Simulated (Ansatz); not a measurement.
## Sb2Au: energy less free atoms and pressure against volume scale

All results are calculated (Ansatz 0.2.0). Periodic Kohn-Sham DFT of a crystal at fixed atoms, scaled to volume_scale times the given cell; pressure positive in compression, energy less spherical unpolarised free atoms, largest_vzz the field gradient of largest size among the nuclei.

The cell before it is scaled or strained (space group Fm-3m, No. 225):
```
CELL_PARAMETERS angstrom
0.00000 3.32800 3.32800
3.32800 0.00000 3.32800
3.32800 3.32800 0.00000
ATOMIC_POSITIONS crystal
Sb 0.25000 0.25000 0.25000
Sb 0.75000 0.75000 0.75000
Au 0.00000 0.00000 0.00000
```

Settings of every row: method all-electron LAPW; functional LDA; relativity scalar; k mesh 9x9x9; filling fermi-dirac; smearing width 0.08 eV; basis error target 1 meV/atom; nucleus gaussian.

Atom start moment: 0 on all atoms.

Limits: no spin-orbit coupling on heavy atoms.

```csv
row,volume scale,V (Å³/atom),energy less free atoms (eV/atom),pressure (GPa)
1,0.94,23.099,-4.5683,10.346
2,0.96,23.59,-4.5957,7.595
3,0.98,24.082,-4.6151,5.141
4,0.99,24.327,-4.6222,4.014
5,1,24.573,-4.6275,2.951
6,1.01,24.819,-4.6312,1.946
7,1.02,25.064,-4.6335,0.998
8,1.04,25.556,?,?
9,1.06,26.047,-4.6291,-2.295
```

Question: what energy less free atoms and pressure should row 8 give?

Worked fit of energy less free atoms. Take u = (V_r/V)^(2/3) − 1 with V_r = 24.45 Å³ an atom, which is twice the finite (Eulerian) strain; such expansions in the strain, on which the Birch-Murnaghan equation of state is built, carry the rest volume and the bulk modulus. The shown rows have u = 0.03862, 0.02416, 0.01016, 0.00337, -0.00334, -0.00994, -0.0164, -0.0413. Least squares give energy less free atoms = −4.62502 + 0.7957 × u + 17.158 × u² + 6.9 × u³ eV/atom; a parabola predicts inner rows, each left out in turn, worse (root mean square 0.00012 against 5.6e-05 eV/atom). The rows lie off it by 0.0000, 0.0000, 0.0001, -0.0001, 0.0000, 0.0000, 0.0000, 0.0000. Its lowest point lies at u = -0.0235, or V = 25.34 Å³ an atom, and the curvature there gives the bulk modulus at fixed shape and fractions, B = (4/9)(1 + u)² E″(u)/V = 89.3 GPa. The withheld row has u = -0.02906, so the fit gives −4.62502 + 0.7957 × (-0.02906) + 17.158 × (-0.02906)² + 6.9 × (-0.02906)³ = -4.6338 eV/atom.

The calculation gave -4.6338 eV/atom. The fit meets it to the printed digit.

Worked fit of pressure. Take u = (V_r/V)^(2/3) − 1 with V_r = 24.45 Å³ an atom, which is twice the finite (Eulerian) strain; such expansions in the strain, on which the Birch-Murnaghan equation of state is built, carry the rest volume and the bulk modulus. The shown rows have u = 0.03862, 0.02416, 0.01016, 0.00337, -0.00334, -0.00994, -0.0164, -0.0413. Least squares give pressure = 3.4757 + 158.739 × u + 478.63 × u² + 444 × u³ GPa; a parabola predicts inner rows, each left out in turn, worse (root mean square 0.0072 against 0.0026 GPa). The rows lie off it by 0.000, -0.001, 0.003, -0.002, 0.000, 0.001, -0.001, 0.000. The pressure vanishes at u = -0.0235, or V = 25.34 Å³ an atom, and there the bulk modulus at fixed shape and fractions is B = −V dP/dV = (2/3)(1 + u) dP/du = 89.2 GPa. The withheld row has u = -0.02906, so the fit gives 3.4757 + 158.739 × (-0.02906) + 478.63 × (-0.02906)² + 444 × (-0.02906)³ = -0.744 GPa.

The calculation gave -0.743 GPa. The fit lies 0.001 GPa (0.0079 % of the column's range) below it, one unit of the last digit.
